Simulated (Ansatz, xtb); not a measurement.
# Relative energy of two isomers of C5H9NOSi

Structure X: `COC1=C[Si@@H](N)C=C1`, a singlet. Structure Y: `CO[Si@@H]1C=CC=C1N`, a singlet. Both are isolated molecules in the gas phase, relaxed with B3LYP-D3(BJ)/def2-SVP, each in the lowest conformer that the search found.

X (Å):

```xyz
17

C    -2.5799    1.7928   -0.2486
C    -1.2817    0.0975   -1.2502
C    -2.1476   -0.9261   -1.0368
C     0.1766   -1.5076   -2.3071
C    -0.0016   -0.2220   -1.9505
N    -2.1047   -3.3926   -2.9672
O    -1.4011    1.3991   -0.9172
Si   -1.3346   -2.4733   -1.7139
H    -2.4978    2.8719   -0.0639
H    -3.4747    1.5917   -0.8641
H    -2.6899    1.2620    0.7136
H    -3.1050   -0.8063   -0.5304
H    -1.0229   -3.4688   -0.6462
H    -2.4600   -2.9209   -3.7938
H    -2.7018   -4.1739   -2.7153
H     1.0755   -1.8499   -2.8244
H     0.7035    0.5974   -2.1258
```

Y (Å):

```xyz
17

C    -3.4371   -0.5851   -2.6399
C    -2.3743    0.5278    0.5836
C    -1.0892    0.9519    0.4473
C    -0.1174    0.1065   -0.2679
C    -0.6026   -1.0888   -0.7155
N     0.0527   -2.0214   -1.4665
O    -3.4540   -1.4070   -1.4922
Si   -2.4418   -1.1600   -0.1874
H    -4.2644   -0.8867   -3.3012
H    -2.4888   -0.6894   -3.1988
H    -3.5661    0.4826   -2.3845
H    -2.7314   -2.3025    0.7187
H    -3.1255    1.1013    1.1277
H    -0.7415    1.9072    0.8601
H     0.9094    0.4516   -0.4278
H    -0.3438   -2.9446   -1.5761
H     1.0560   -1.9544   -1.5991
```

Quicker runs give these differences E(Y) − E(X): GFN2-xTB −14.4 kcal/mol; HF/STO-3G +9.1 kcal/mol (at GFN2-xTB geometries); r2SCAN-D4/def2-SVP −4.9 kcal/mol (at GFN2-xTB geometries).

**Question.** Which of the two would you expect CCSD(T)/def2-SVP + ΔMP2/def2-TZVPP electronic energies to favour?

**Answer.** Structure Y; the calculation gives E(Y) − E(X) = −4.1 kcal/mol.

How the difference moves with the method:

```
                             level               geometry  E(Y) − E(X) (kcal/mol)  departure from the last row (kcal/mol)  job, with rough time for the two
                          GFN2-xTB               GFN2-xTB                     −14.4                                   −10.2              optimisation, 0.31 s
                         HF/STO-3G               GFN2-xTB                      +9.1                                   +13.2              single point, 0.84 s
                r2SCAN-D4/def2-SVP               GFN2-xTB                      −4.9                                    −0.8                single point, 10 s
             B3LYP-D3(BJ)/def2-SVP  B3LYP-D3(BJ)/def2-SVP                      −7.8                                    −3.7             optimisation, 2.2 min
                       HF/def2-SVP  B3LYP-D3(BJ)/def2-SVP                      −5.2                                    −1.1           part of the CCSD(T) run
                      MP2/def2-SVP  B3LYP-D3(BJ)/def2-SVP                      −5.8                                    −1.7           part of the CCSD(T) run
                  CCSD(T)/def2-SVP  B3LYP-D3(BJ)/def2-SVP                      −5.2                                    −1.1                      single point
CCSD(T)/def2-SVP + ΔMP2/def2-TZVPP  B3LYP-D3(BJ)/def2-SVP                      −4.1                                                     single point, 5.6 min
```

As drawn, Y has 1 O–Si, 1 C–N in place of 1 C–O, 1 N–Si.

HF/STO-3G puts the two in the other order. The largest departure from CCSD(T)/def2-SVP + ΔMP2/def2-TZVPP is that of HF/STO-3G, 13.2 kcal/mol. The last row adds to CCSD(T) the change of the MP2 difference between the two basis sets, here +1.1 kcal/mol.

With thermal terms from frequencies at re-optimised GFN2-xTB minima (ideal gas, soft modes damped towards free rotors, one conformer each, 298.15 K, 1 atm): on the last row, ΔE + ΔZPE = −3.8, ΔH = −3.7, ΔG = −4.2 kcal/mol.

The correlated steps freeze 12 core orbitals. Programs: Ansatz 0.2.0, xtb 6.7.1; the last row on 2 threads of Arm Neoverse V1 on a shared host.

Y is favoured because its heteroatoms are better matched to their partners. Moving oxygen onto silicon and nitrogen onto carbon exchanges an Si–N and a C–O bond for an Si–O and a C–N bond, and the strong, highly polar Si–O bond probably provides most of the gain. Conjugation should help too: nitrogen is the better π donor, and in Y it sits at a terminus of the diene, whereas the methoxy group of X is on an inner carbon.

Hartree–Fock and CCSD(T) both give −5.2 kcal/mol in def2-SVP, so correlation largely cancels between the isomers. The reversed sign with HF/STO-3G therefore points to the minimal basis, which lacks the flexibility and polarisation functions needed for polar bonds at silicon, rather than to missing correlation. Thermal terms barely alter the preference, as expected for two siloles with the same substituents. Because the substituents change ring position as well as bonding partner, the energy difference can't be read as a pure bond-exchange energy.
